Question

A slab of hexagonal close-packed cobalt, five atomic planes thick, was computed with density functional theory. The table takes the states in the quarter of an electronvolt just below the Fermi level and gives the fraction of them that sits on each plane (plane share). Plane height is measured from the top atom, so row 1 is the bottom plane and row 5 the top one. The two lowest planes were held at their bulk spacing, while the upper three were free to relax.

Ansatz 0.2.0, spin-polarised (collinear), scalar-relativistic PBE with plane waves and PAW, for a five-plane hcp Co(001) slab; cutoff 420 eV, 24 × 24 × 1 k mesh, Gaussian smearing of 0.1 eV. Plane shares are for states from −0.25 to 0 eV relative to the Fermi level, every state counted as full; heights are measured from the top atom.

```
row  plane share  plane formula  plane height (Å)
  1        0.272             Co            -8.014
  2        0.179             Co            -5.968
  3        0.203             Co            -3.966
  4        0.145             Co            -1.941
  5        0.202             Co             0.000
```

Three explanations are offered for the way the shares run through the slab.

A. Surface states sit on the two faces and fade steadily inward.

B. The planes are stacked ABABA, and an A plane holds more of these states than a B plane.

C. Electron waves reflected by the two faces interfere and leave nodes on some of the planes.

Decide between them as far as the numbers allow. The shares in neighbouring energy windows of the same calculation are printed after this text, together with two fits, and may be used.

Model answer

With even sharing, each plane would hold 0.2 of the states. The shares instead run high, low, high, low, high. The telling plane is the middle one, which holds 0.203, more than either of its neighbours and as much as the top surface plane. An explanation has to account for this plane before anything else.

Explanation A is tempting because a surface atom has fewer neighbours. Its d states then spread over a narrower range of energy, and more of them may gather near the Fermi level. The large share of row 1, 0.272, seems to confirm it. But if an excess dies away exponentially from each face, the middle plane must end up at or below the mean of rows 2 and 4, even when one face is stronger than the other. It lies about 0.04 above that mean, so steady fading alone doesn't give these shares.

Explanation B has the right pattern, since rows 1, 3 and 5 are the A planes. It fails on symmetry. In the bulk crystal every A plane has the same surroundings as every B plane, apart from a reflection or rotation, so neither kind can hold more states at any energy. Only the presence of surfaces can make the planes differ, and the question returns to what the surfaces do.

Explanation C starts from an electron that moves from plane to plane and is turned back at both faces. The two directions of travel combine into a standing wave, as on a string with fixed ends. Where the wave has a node, the plane there holds none of that state. Different waves have different energies, so a narrow window can favour one of them and show its nodes. In a slab this selection is expected to be only partial, because electrons also move along the planes. That motion shifts the energies, and several kinds of wave can then fall in the same window. Over all energies the waves together fill the planes evenly, and what a plane lacks in one window it regains in another.

The simplest version has one orbital on each plane and equal coupling between neighbouring planes. The wave must vanish one spacing beyond each face, which makes six spacings in all. If m half-waves fit into them, the weight on plane j, counted from the bottom, is

w(j) = sin²(π m j / 6) / 3

For m = 3 each half-wave spans two spacings. The nodes fall on planes 2 and 4, and the other three planes hold one third each. For m = 2 the only node falls on the middle plane.

Suppose now that a fraction c of the states follows the m = 3 wave and the rest is spread evenly. A fit to all five rows gives c ≈ 0.19. For the middle plane, which was part of the fit, this means

share = 0.2 + 0.19 × (1/3 − 0.2) ≈ 0.225

The calculation gave 0.203. The model has the right order of planes here, but it exaggerates the middle one.

The neighbouring windows offer a further test, because interference should change with energy. Just above the Fermi level, from 0 to 0.25 eV, the alternation returns more strongly, with the middle plane 0.07 above the mean of rows 2 and 4. From 0.25 to 0.5 eV the middle plane is the lowest of all. Waves with m = 2 would lower it, but they would hold as much on planes 2 and 4 as on the faces. The shares in that window fall steadily inward instead, which A would also give. The atoms and their stacking are the same in each window; only the energy has changed. A pattern that changes in this way is what C leads one to expect, though it doesn't identify the individual waves or exclude a part played by A.

Nor is C the only cause that could do this. In the same calculation the magnetic moments of the atoms are largest on the two faces and smallest in the middle. The d levels are therefore expected to lie at slightly different energies from plane to plane, which would also move shares from one window to another.

The numbers therefore speak against A as the whole cause, symmetry rules out B, and C is the best supported of the three. One variant remains open. A surface state can have a tail that oscillates while it decays, with nodes on every second plane, and five planes are too few to tell it from a standing wave. In a thicker slab single states could separate the two, since the tail would die out before the middle, whereas a standing wave would reach it. The summed shares would be a poor guide there, because many waves would fall in the window and their nodes would be expected to average out.

Remarks on the reasoning

An answer that chooses C because its fit is better earns no credit for that step. A model with an equal excess on the two end planes only, also with one fitted amount, misses the shares by 0.029 on average (root mean square), against 0.028 for the wave model. Both fall well short at row 1. The case against A rests on the middle plane having a larger share than its neighbours, not on the size of the misfit. The change with energy fits C but doesn't prove it.

Row 1 deserves a comment of its own. If the spacings were symmetric, rows 1 and 5 would be mirror images with equal shares, yet row 1 holds 0.07 more. The top spacing has shrunk by relaxation to 1.94 Å, while the bottom one was kept at 2.05 Å. Closer planes couple more strongly and spread their states over a wider range of energy, which may explain the smaller share at the top, but no symmetric slab was computed to test this. Averaging the mirror partners removes the difference between the two sides and still leaves 0.237, 0.162 and 0.203 from the faces to the middle, so the alternation is more than that difference. How far the relaxation adds to it could only be told from a symmetric slab.

A careful answer also asks how firm the shares are. The window contains only 77 distinct computed levels, and a level that crosses its edge changes the count. No second mesh was run, so the 0.024 by which the middle plane exceeds row 2 couldn't carry the argument alone. The return of the alternation in the next window makes the broad pattern more credible. The energies themselves are Kohn-Sham levels, which only approximate measured ones. PBE tends to make the d bands of cobalt too wide, so in an experiment the pattern could appear at other energies.

For anyone who models a cobalt surface with such a slab, the practical point is about depth. The middle plane of this slab can't be taken as a sample of bulk cobalt at these energies, since in the bulk its neighbours would match it, and here they don't. The profile therefore can't be used to read off how deep the influence of a surface reaches into a thicker film.

Printed output of the fit:

```
fit of excess on 5 rows: coefficient of wave_shape 0.191 +/- 0.084; rms 0.0276, worst 1 -0.0465, leave-one-out rms 0.0331
fit of excess on 5 rows: coefficient of end_shape 0.1227 +/- 0.059; rms 0.0288, worst 1 -0.0352, leave-one-out rms 0.0381
Shares by model and in neighbouring windows:
  row  wave model  end-plane model  -0.5 to -0.25 eV  0 to 0.25 eV  0.25 to 0.5 eV
    1      0.2255           0.2368            0.2151        0.2663          0.2567
    2      0.1618           0.1755            0.1886        0.1525          0.1865
    3      0.2255           0.1755            0.1853        0.2162          0.1495
    4      0.1618           0.1755            0.1947         0.135          0.1757
    5      0.2255           0.2368            0.2163          0.23          0.2316
rms departure from even sharing (share): 0.04162
mean share of rows 1 and 5: 0.237
mean share of rows 2 and 4: 0.162
row 3 less mean of rows 2 and 4, table window (share): 0.041
row 3 less mean of rows 2 and 4, -0.5 to -0.25 eV (share): -0.00635
row 3 less mean of rows 2 and 4, 0 to 0.25 eV (share): 0.07245
row 3 less mean of rows 2 and 4, 0.25 to 0.5 eV (share): -0.0316
end planes less inner planes, table window (mean share): 0.06133
end planes less inner planes, -0.5 to -0.25 eV (mean share): 0.02617
end planes less inner planes, 0 to 0.25 eV (mean share): 0.08025
end planes less inner planes, 0.25 to 0.5 eV (mean share): 0.07358
row 1 less row 5 (share): 0.07
row 2 less row 4 (share): 0.034
bottom spacing, rows 1 to 2 (angstrom): 2.046
top spacing, rows 4 to 5 (angstrom): 1.941
```
